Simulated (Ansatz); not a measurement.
**How methods differ on CH8Si2 (SMILES [SiH3]C[SiH3])**

CH8Si2: 11 atoms, total charge 0, spin state singlet. As SMILES, `[SiH3]C[SiH3]`. The shape is that of a PBE0-D4/def2-TZVP optimisation.

Each level gives the electronic atomisation energy (eV). The values are calculated. Electronic energies at fixed atoms, without zero-point motion or spin-orbit coupling.

```json
{"level": "HF/def2-SVP", "kind": "Hartree–Fock", "program": "Ansatz", "value (eV)": "28.12", "CPU time (all runs)": "0.98 s"}
{"level": "PBE/def2-SVP", "kind": "GGA", "program": "Ansatz", "value (eV)": "35.73", "CPU time (all runs)": "2.8 s"}
{"level": "r2SCAN/def2-SVP", "kind": "meta-GGA", "program": "Ansatz", "value (eV)": "36.14", "CPU time (all runs)": "5.4 s"}
{"level": "PBE0/def2-SVP", "kind": "global hybrid", "program": "Ansatz", "value (eV)": "35.76", "CPU time (all runs)": "3 s"}
{"level": "wB97M-V/def2-SVP", "kind": "range-separated hybrid", "program": "Ansatz", "value (eV)": "36.66", "CPU time (all runs)": "23 s"}
{"level": "RPA@PBE0/def2-SVP", "kind": "RPA", "program": "Ansatz", "value (eV)": "33.99", "CPU time (all runs)": "4.7 s"}
{"level": "MP2/def2-SVP", "kind": "perturbation theory", "program": "Ansatz", "value (eV)": "34.07", "CPU time (all runs)": "1.1 s"}
{"level": "BCCD(T)/def2-SVP", "kind": "coupled cluster or CI", "program": "Ansatz", "value (eV)": "34.41", "CPU time (all runs)": "7.1 s"}
```

The values span 28.12 to 36.66 eV. Times are those of the runs behind each value, whatever else they computed, on shared processors of several kinds: orders of magnitude only.

Hartree–Fock binds the molecule far more weakly than any other level, at 28.12 eV. Atomisation breaks the electron pairs of the Si–H, C–H and Si–C σ bonds and leaves open-shell atoms with less correlation energy, so a theory without correlation misses much of the binding. MP2 recovers most of this and comes close to BCCD(T), 34.07 against 34.41 eV, as expected for a saturated molecule without low-lying configurations that compete with the ground state.

All four density functionals lie above BCCD(T), but this doesn't establish that they overbind. The small basis describes the correlation cusp poorly and probably lowers the coupled-cluster atomisation energy more than the functional values, so BCCD(T) is no benchmark for them here. PBE and PBE0 almost coincide, which shows that the admixture of exact exchange has little net effect on this total, though contributions from different bonds may cancel. The total alone does not reveal how well any method describes the Si–C bonds relative to the Si–H bonds.
